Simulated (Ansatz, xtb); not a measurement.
Two isomers of C3H9BO3

Structure X is `COCCB(O)O`, a singlet and structure Y is `CCOB(O)OC`, a singlet. Both are isolated molecules in the gas phase, relaxed with B3LYP/def2-SVP; the shapes shown needn't be the lowest conformers.

X (Å):

```yaml
atoms:
  - { symbol: C, position_ang: [-1.2253, -1.5433, -2.2855] }
  - { symbol: C, position_ang: [0.4410, -1.8026, -0.6100] }
  - { symbol: C, position_ang: [0.6264, -1.8699, 0.9027] }
  - { symbol: B, position_ang: [0.0233, -0.6303, 1.7026] }
  - { symbol: O, position_ang: [-0.9363, -1.5927, -0.9097] }
  - { symbol: O, position_ang: [0.6021, -0.2655, 2.8841] }
  - { symbol: O, position_ang: [-1.0588, 0.0602, 1.2485] }
  - { symbol: H, position_ang: [-0.6888, -0.7163, -2.7920] }
  - { symbol: H, position_ang: [-2.3076, -1.3850, -2.3985] }
  - { symbol: H, position_ang: [-0.9514, -2.4902, -2.7901] }
  - { symbol: H, position_ang: [0.7798, -2.7358, -1.1036] }
  - { symbol: H, position_ang: [1.0420, -0.9755, -1.0429] }
  - { symbol: H, position_ang: [0.1370, -2.7864, 1.2833] }
  - { symbol: H, position_ang: [1.6985, -1.9832, 1.1330] }
  - { symbol: H, position_ang: [0.1281, 0.4727, 3.2915] }
  - { symbol: H, position_ang: [-1.3618, -0.3338, 0.4086] }
```

Y (Å):

```xyz
16

C    -0.9773   -0.6910   -1.8986
C    -0.5496    0.6188   -1.2532
C     2.9033    0.0778    1.1094
B     0.4841    0.0690    0.8843
O     0.5898    0.4477   -0.4201
O    -0.7427   -0.1259    1.4605
O     1.6086   -0.1231    1.6374
H    -1.3054   -1.4136   -1.1352
H    -1.8166   -0.5226   -2.5930
H    -0.1445   -1.1363   -2.4658
H    -0.2669    1.3510   -2.0277
H    -1.3836    1.0486   -0.6728
H    -0.6566   -0.3746    2.3890
H     3.0045   -0.3504    0.0987
H     3.6289   -0.4078    1.7796
H     3.1488    1.1527    1.0497
```

Question: Which of the two would you expect CCSD(T)/def2-SVP + ΔMP2/def2-TZVPP electronic energies to favour?

Answer: Structure Y; the calculation gives E(Y) − E(X) = −21.8 kcal/mol.

The same difference at several levels:

```csv
level,geometry,E(Y) − E(X) (kcal/mol),departure from the last row (kcal/mol),"job, with rough time for the two"
GFN2-xTB,GFN2-xTB,−27.5,−5.6,"optimisation, 0.5 s"
HF/STO-3G,GFN2-xTB,−31.1,−9.2,"single point, 0.44 s"
r2SCAN-D4/def2-SVP,GFN2-xTB,−23.1,−1.2,"single point, 3.2 s"
B3LYP/def2-SVP,B3LYP/def2-SVP,−24.0,−2.2,"optimisation, 69 s"
HF/def2-SVP,B3LYP/def2-SVP,−27.9,−6.1,part of the CCSD(T) run
MP2/def2-SVP,B3LYP/def2-SVP,−23.0,−1.2,part of the CCSD(T) run
CCSD(T)/def2-SVP,B3LYP/def2-SVP,−23.3,−1.5,single point
CCSD(T)/def2-SVP + ΔMP2/def2-TZVPP,B3LYP/def2-SVP,−21.8,,"single point, 67 s"
```

As drawn, Y has 1 B–O, 1 C–H in place of 1 C–B, 1 O–H.

None of the levels shown reverses the order. The largest departure from CCSD(T)/def2-SVP + ΔMP2/def2-TZVPP is that of HF/STO-3G, 9.2 kcal/mol. The last row adds to CCSD(T) the change of the MP2 difference between the two basis sets, here +1.5 kcal/mol.

With thermal terms from frequencies at re-optimised GFN2-xTB minima (ideal gas, soft modes damped towards free rotors, one conformer each, 298.15 K, 1 atm): on the last row, ΔE + ΔZPE = −22.0, ΔH = −21.6, ΔG = −22.8 kcal/mol.

The correlated steps freeze 7 core orbitals. Programs: Ansatz 0.2.0, xtb 6.7.1; the last row on 4 threads of Arm Neoverse V2 on a shared host.

The mixed borate ester Y lies well below the boronic acid X, and the preference survives both correlation and thermal terms. The main reason is boron's affinity for oxygen: Y exchanges a weakly polar B–C bond for a third B–O bond, which is strongly polar and reinforced by lone-pair donation into boron's empty p orbital. This outweighs the loss of an O–H bond for a generally weaker C–H bond.

X is not disadvantaged by its drawn conformation, since one boronic OH points at the ether oxygen in a short internal hydrogen bond that Y lacks. Tying up the chain in this way probably also lowers X's entropy, which would explain why ΔG favours Y slightly more than ΔH does. At the common geometry, Hartree–Fock exaggerates the gap and MP2 recovers most of the correlation correction, so the ordering doesn't hinge on higher-order correlation.

The bond exchange is that of protodeboronation, downhill here, but the energies say nothing about the barrier to breaking the C–B bond, which commonly lets alkylboronic acids persist.
